## How can I estimate compression under pressure with a pencil?

I work on process equipment, and I have these calculated values for Hf₂Si under hydrostatic pressure:

Hf₂Si (I4/mcm, conventional a = 6.511, c = 5.143 Å, 18.17 Å³/atom) relaxed under pressure with its symmetry kept, in Ansatz 0.2.0: PBEsol, scalar-relativistic plane-wave PAW, no spin polarisation, 420 eV cutoff, 10×10×10 k mesh, 0.1 eV Gaussian smearing. Changes are relative to the zero-pressure cell; "a change" refers to the primitive cell's three equal edges.

| applied pressure (GPa) | volume change (%) | enthalpy change (eV/atom) | a change (%) | energy change (meV/atom) |
| --- | --- | --- | --- | --- |
| -1 | 0.68 | -0.114 | 0.23 | 0.4 |
| 1 | -0.66 | 0.113 | -0.22 | 0.4 |
| 4 | -2.53 | 0.448 | -0.86 | 5.6 |
| 12 | -6.82 | 1.312 | -2.34 | 43.9 |
| 25 | -12.34 | 2.643 | -4.34 | 157.7 |
| 50 | -20.07 | 5.011 | -7.31 | 479.4 |
| 90 | -28.35 | 8.436 | -10.78 | 1123.7 |

I tried to reproduce the volume column by taking the shrinkage at 1 GPa and multiplying by the pressure. That works for small pressures and then goes badly wrong. Is there a better rule that I can work out by hand, and can it give the enthalpy too? I am also puzzled by the size of the enthalpy change: does the crystal really store more than 8 eV per atom at 90 GPa? Finally, the three edges of the primitive cell stay equal under pressure. Does the crystal therefore shrink evenly in all directions?

## Answer

Your multiplication assumes that the crystal is as easy to squeeze at 90 GPa as it is at the start. It would then lose 60 % of its volume at 90 GPa, and at about 150 GPa it would have no volume left. A real solid resists more strongly the further it has been squeezed. A usable rule therefore needs two ingredients: the stiffness at the start, and the rate at which pressure raises it.

**The starting stiffness**

The measure of stiffness is the bulk modulus, the pressure increase divided by the fractional loss of volume that it causes. Between −1 and 1 GPa the volume falls by 0.68 + 0.66 = 1.34 %. The bulk modulus at zero pressure is therefore

$$B=\frac{2\ \text{GPa}}{0.0134}\approx 149\ \text{GPa}.$$

These two rows set the scale of the rule, so they can't also test it. The other five rows can.

**Why the stiffness rises, and how fast**

At zero pressure, attraction and repulsion between the atoms balance. When the atoms are pushed together, both grow, but repulsion grows faster. Each further step inward then needs a larger increase in pressure than the one before.

A simple picture gives the rate. Suppose that the energy rises with the square of the change in 1/length², where the length is the distance between atoms. The pressure is then a repulsive term proportional to $V^{-7/3}$ less an attractive term proportional to $V^{-5/3}$, where $V$ is the volume. In such a difference of two powers, the stiffness at first rises with pressure at a rate equal to the sum of the exponents, here 7/3 + 5/3 = 4. So each GPa of pressure adds about 4 GPa of stiffness.

This is a plausible form of the energy, not one derived from the electrons of Hf₂Si. The value 4 comes from this picture alone, and I haven't adjusted it to your table.

**The rule**

If the stiffness at pressure $P$ is $B+4P$, a small pressure step $dP$ changes the volume by

$$\frac{dV}{V}=-\frac{dP}{B+4P}.$$

Adding up the steps from zero pressure, where the volume is $V_0$, gives

$$V=\frac{V_0}{s},\qquad s=\left(1+\frac{4P}{B}\right)^{1/4}.$$

This is Murnaghan's equation of state with a slope of 4. The fourth root is just the square root taken twice, so a pocket calculator or even a pencil will do.

The pressure to compare with is $B/4$, about 37 GPa here. Well below it, the rule becomes your simple multiplication. Well above it, the volume falls only as the inverse fourth root of the pressure and never reaches zero. A softer solid with a similar slope would follow the same curve, but would reach each stage at a lower pressure.

**The enthalpy**

At zero temperature, raising the pressure by $dP$ raises the enthalpy $H$ by $V\,dP$. Inserting the volume from the rule and summing gives

$$\Delta H=\frac{V_0B}{3}\,(s^3-1).$$

With $V_0$ = 18.17 Å³ per atom and 1 eV/Å³ = 160.2 GPa, the factor in front is 18.17 × 149 / (3 × 160.2) = 5.63 eV per atom. It needs to be worked out only once.

**Worked row: 25 GPa**

1. The quantity under the root is 1 + 100/149 = 1.67.
2. Its square root is 1.292, and the square root of that is $s$ = 1.137.
3. The volume ratio is 1/1.137 = 0.880, a loss of 12.0 %.
4. The cube of $s$ is 1.470, so the enthalpy rises by 5.63 × 0.470 = 2.65 eV per atom.

The table has a volume loss of 12.34 % and an enthalpy change of 2.643 eV per atom. The rule misses the volume change by 0.3 percentage points and the enthalpy by less than half a per cent.

**Worked row: 90 GPa**

The quantity under the root is now 1 + 360/149 = 3.42, which gives $s$ = 1.36. The estimated volume loss is 26.4 %, while the calculation gives 28.35 %. The estimated enthalpy change is 8.52 eV per atom, only 1 % above the table. The estimated crystal is visibly too large, yet its enthalpy is still good in relative terms. In absolute terms that 1 % is 0.086 eV per atom.

**Why the volume drifts and the enthalpy hardly does**

The miss in volume has a direction: from 12 GPa upwards the rule always leaves the crystal too large. You can see the reason by working out the stiffness between neighbouring rows. Between 50 and 90 GPa it averages 366 GPa, whereas the rule expects 429 GPa in the middle of that interval. Measured from zero pressure, the stiffness has risen by about 3.1 GPa per GPa, not by 4.

The simple energy picture leads you to expect such a decline. Under extreme compression only the repulsive term would matter, and the slope would sink from 4 towards that term's own exponent, 7/3. The rule keeps the slope at its starting value, so it makes the squeezed crystal too stiff. This explains only part of the miss, though. To reach the calculated volume at 90 GPa, the rule would need about 104 GPa, and the full two-term picture would still need about 97 GPa. The decline thus accounts for about half of the misfit there. The rest suggests that the starting slope of Hf₂Si is itself slightly below 4.

The enthalpy suffers less because it adds up the volume along the whole path from zero pressure. Over most of that path the estimated volume is close to the calculated one, and the larger misses enter only near the end.

**A bracket for high pressure**

You can repeat the estimate with a slope of 3, using $(1+3P/B)^{1/3}$ in place of $s$ for the volume. It gives a loss of 29.1 % at 90 GPa, slightly too much. From 12 GPa upwards, the calculated volumes lie between the two estimates in every row. Up to 25 GPa the two are about equally good, so the version with square roots is the convenient one. At 50 GPa and above, slope 3 is closer, and the gap between the two estimates is a rough measure of your uncertainty for this compound. The bracket is shown only on these rows, so another solid need not fall inside it.

Don't spend all your care on the slope, though. At 25 GPa, a value of $B$ that is 10 % wrong shifts the estimated volume by about 1 %, which is more than the rule's own miss there. At moderate pressure, a good bulk modulus is worth more than a refined formula.

**Does the crystal store 8 eV per atom?**

No. The enthalpy is the energy of the crystal plus pressure times volume, $H=E+PV$. At 90 GPa the table gives 8.436 eV per atom for the enthalpy change but only 1.124 eV for the energy change. The difference, 7.31 eV, is the $PV$ term, which belongs to holding a volume open against the surrounding pressure. The energy stored by squeezing the crystal is the smaller number.

You can estimate that stored energy as $\Delta H-PV$, but with less confidence. It is a small remainder of two large quantities, and a crystal that is compressed too little also stores too little. The estimate is 3 % below the calculated energy change at 25 GPa and 10 % below it at 90 GPa.

The large enthalpy is no sign of instability either. Every competing phase also gains a large $PV$ term, and only the difference between phases at the same pressure decides which one is stable. Those other phases would have to be calculated as well. The hand rule can't stand in for that at high pressure, because differences between competing phases can be as small as its miss at 90 GPa.

**Does it shrink evenly?**

Only roughly, and only at first. The column "a change" refers to the edge of the primitive cell, which runs from a corner of the conventional cell to its centre. By symmetry the three such edges have equal lengths, whatever happens to the shape of the crystal. The conventional axes can be recovered from this length and the volume.

At 12 GPa they have shortened by similar amounts, 2.4 % for a and 2.2 % for c. At 90 GPa the difference is plain: 11.5 % for a and 8.5 % for c. Taking the cube root of the volume ratio is therefore acceptable for lengths at low pressure, but at high pressure it hides a crystal that yields more sideways than along c.

The silicon atoms form chains along c, and their spacing shrinks from 2.57 to 2.35 Å. Resistance of these chains to further shortening may be what makes c stiffer. That is a guess, since no calculation here separates their contribution.

**Where to stop trusting the estimate**

The rule describes one crystal structure being squeezed smoothly. The calculations kept the symmetry of that structure, so a distortion that breaks it would have gone unnoticed, and a real sample might change phase before 90 GPa. The last row also lies far from the equilibrium volume, where the description of the atomic cores is least certain. In all rows, that description was made for another functional, PBE, so the starting stiffness may be slightly off as well. I would use the rule with slope 4 up to about 25 GPa, quote the bracket beyond that, and not carry either estimate past the end of the table.
